**Q:** I have a linear Al-Al-H molecule with an odd number of electrons. Can I estimate on paper how far apart its doublet and quartet states lie?

**A:** Partly. The gap between states that fill the same orbitals can be estimated from one exchange energy. The cost of changing the filling is harder, and I would take it from one calculated or measured level. These are the full CI energies against which we can try it, all at one fixed geometry.

Four doublet and two quartet states of neutral, linear Al2H, calculated with Ansatz 0.2.0 by full CI in the 6-31G basis with the noble-gas cores frozen. All states are at the same PBE0/def2-TZVP geometry, and the irreps are those of C2v.

```
row  state multiplicity  state irrep  energy above the lowest state (eV)
  1                   2           B1                               0.000
  2                   2           B2                               0.001
  3                   2           A1                               1.465
  4                   2           A2                               1.465
  5                   4           A2                               0.627
  6                   4           A1                               2.352
```

**Q:** Six rows, but two pairs look almost identical. How many levels are there really?

**A:** Four. The state irrep labels how a state behaves under reflection in two planes through the molecular axis. In a linear molecule an odd π electron can point along x or along y at the same energy, and the calculation lists the two choices separately as B1 and B2. Rows 1 and 2 are therefore one ²Π level, and their splitting of 0.001 eV is an artefact of the calculation. Rows 3 and 4 are likewise the two components of one ²Δ level.

**Q:** Which electrons should I keep track of?

**A:** Only three of the seven valence electrons. The other four fill two low orbitals, roughly the Al–H bond and a lone pair on aluminium. The three that matter share one σ orbital and a pair of π orbitals, πx and πy. The ground level has two electrons in σ and one in π, written σ²π¹. Moving one σ electron into the π pair gives σ¹π², which has three open shells in its quartet.

**Q:** Is that assignment a guess?

**A:** It rests on symmetry and on a comparison with the orbital occupations from the same calculation. These are averaged over all six states, so they test the assignment as a whole and not row by row. The assignment predicts 1.33 electrons in σ, and the calculation gives 1.29. For the π pair the numbers are 1.5 and 1.44. Correlation moves a little charge into higher orbitals, so a small shortfall is natural.

**Q:** Then why do the quartet in row 5 and the doublet in row 3 differ, if both are σ¹π²?

**A:** Because of exchange. Two electrons with parallel spins in different orbitals keep apart, which lowers their repulsion by an exchange energy K. The quartet has three parallel pairs: σ with πx, σ with πy, and πx with πy. If I use the same K for every pair, the quartet gains 3K.

**Q:** And the doublet?

**A:** The filling σ¹π² has several doublet levels, and the one in the table is ²Δ. In it the two π electrons are coupled to a singlet. Their spatial arrangement brings them closer together, which costs K. The σ electron faces one π electron of its own spin and one of the opposite spin, so it gains K. Gain and cost cancel, and the doublet stays at the energy that the promoted electron has before exchange. Call that energy, measured from the ground level, P. The rule is then:

- ground level σ²π¹: 0
- ²Δ level of σ¹π²: P
- quartet of σ¹π²: P − 3K

**Q:** Where do I get K without a computer?

**A:** From a neighbouring atom with two p electrons. In silicon the lowest triplet and the next singlet differ by 2K, for the same reason as above. That gap is roughly 0.8 eV, a recalled value, so the atomic K is about 0.4 eV. In the molecule each π orbital spreads over two aluminium atoms.

**Q:** Does the spreading change K?

**A:** It reduces it. Suppose the sharing is even. The product of πx and πy then has half its atomic strength on each atom. Exchange depends on the square of that product, so each atom contributes a quarter of the atomic K, and two atoms contribute a half. Neglecting the terms between the atoms, K is about 0.2 eV.

**Q:** Please work two rows for me.

**A:** Start with row 5, the quartet, whose energy of 0.627 eV I take as the one known level. It equals P − 3K, and 3K is 0.6 eV, so P is about 1.2 eV. This row is input and tests nothing.

Now row 3, the doublet. Its exchange terms cancel, so its energy should be P itself, about 1.2 eV. The calculation gives 1.465 eV. The estimate is too low by 0.24 eV, which is 28% of the computed gap between the two levels.

**Q:** What if I forget to halve K?

**A:** Then the gap comes out as 1.2 eV instead of the computed 0.84 eV, which is 43% too large. The two versions bracket the calculation. Halving does somewhat better here, but one gap is too little to prove the argument for it. For this molecule the rule gives the order of the two levels, and their gap to within about half its size. For other molecules that accuracy is untested.

**Q:** Why might the halved value fall short?

**A:** I can think of two likely causes, neither of them tested here. The hydrogen makes the two aluminium atoms unequal, so the π electrons need not be shared evenly, and uneven sharing brings K back towards its atomic value. The σ orbital should also contain some aluminium 3s character, and exchange between s and p electrons is stronger than between two p electrons. Using one K for all pairs would then underrate the part of the gap that comes from exchange with σ. Silicon is also only a stand-in for aluminium, so I would not read much into the remaining error.

**Q:** Couldn't I simply choose K to match the table?

**A:** You could. One third of the computed gap is 0.28 eV, and with P set to the energy of row 3 both excited levels come out exactly. But that uses two numbers to reproduce two levels, so the agreement is automatic. The fitted K is a useful summary of this molecule. The estimate from silicon is the version that could have failed.

**Q:** Hund's rule says that the highest spin lies lowest. Why is the ground level a doublet?

**A:** Hund's rule compares states with the same orbital filling. Within σ¹π² it works: the quartet lies below the doublet. The ground level belongs to another filling, in which no electron has been promoted. For the quartet to win overall, 3K would have to exceed P. With equal K for all pairs, exchange repays only 57% of the promotion cost.

**Q:** So I should always compare 3K with P?

**A:** Yes, for three electrons in one σ orbital and one π pair. It also tells you how a neighbouring case would differ. Replace aluminium by boron, and the 2p orbitals are more compact, so K should be larger and the two σ¹π² levels should move further apart. Whether the quartet also becomes the ground state depends on P, which changes with the bond length and with the energies of σ and π. The exchange rule alone does not settle it.

**Q:** Row 6 is a quartet too. Does it also lie at P − 3K?

**A:** No, and its symmetry tells you so. Two parallel electrons must occupy different orbitals, so a quartet of σ¹π² has one electron in πx and one in πy. That arrangement has A2 symmetry, as in row 5. Row 6 has A1 symmetry and so needs a different filling. Treating it as a second copy of row 5 would put it 1.7 eV too low.

**Q:** Which filling does it have?

**A:** Probably one electron in σ, one in the first π pair and one in a second, higher π pair. If only row 6 had an electron there, the six-state average would be 0.17 electrons in the second pair. The calculation gives 0.28, with correlation in the other states as a plausible source of the excess. This supports the assignment without proving it. The energy of row 6 then contains a second promotion cost, for which our rule has no parameter.

**Q:** How much of the table does the rule estimate without being given the answer?

**A:** One level, the ²Δ of rows 3 and 4. The ground level is the zero of the scale, row 5 supplied P, and row 6 lies outside the rule. That rows 3 and 4 coincide follows from the symmetry of a linear molecule, so it is no second success. The printed analysis below gives the estimates with and without the halving.

**Q:** May I compare these energies directly with a spectrum?

**A:** Only roughly. Both states of each gap were calculated at the same geometry, taken from the PBE0 functional, whereas the origin of an observed band connects two relaxed structures. Moving an electron from σ to π changes the bonding between the aluminium atoms, so the relaxation may matter. The small basis also has no polarization functions, and a larger one could shift the gaps noticeably. Nor was the linear shape compared with bent or bridged ones. Finally, a transition from the doublet ground level to a quartet is spin-forbidden, so the quartet should be very weak or missing in absorption even though it lies lower. Use the rule for the order of the two σ¹π² levels, and a better calculation to place them.

Output of the analysis:

```
Assigned electrons:
  row  energy_eV  sigma  first_pi_pair  second_pi_pair
    1          0      2              1               0
    2      0.001      2              1               0
    3      1.465      1              2               0
    4      1.465      1              2               0
    5      0.627      1              2               0
    6      2.352      1              1               1
Sigma electrons, six-state mean of the assignment: 1.333
Sigma electrons, six-state mean computed: 1.29
First pi pair electrons, six-state mean of the assignment: 1.5
First pi pair electrons, six-state mean computed: 1.439
Second pi pair electrons, six-state mean of the assignment: 0.1667
Second pi pair electrons, six-state mean computed: 0.2789
Computed gap from quartet row 5 to doublet row 3 (eV): 0.838
One third of that gap, mean exchange energy K (eV): 0.2793
Share of the row 3 energy that exchange repays in row 5 (percent): 57.2
Atomic K from silicon (eV): 0.4
K halved for two atoms (eV): 0.2
Estimated gap with halved K (eV): 0.6
Estimated energy of rows 3 and 4 with halved K (eV): 1.227
Miss of that estimate, estimate less computed (eV): -0.238
Miss as share of the computed gap (percent): -28.4
Estimated gap with unhalved K (eV): 1.2
Estimated energy of rows 3 and 4 with unhalved K (eV): 1.827
Miss with unhalved K, estimate less computed (eV): 0.362
Miss with unhalved K as share of the computed gap (percent): 43.2
Height of quartet row 6 above quartet row 5 (eV): 1.725
```
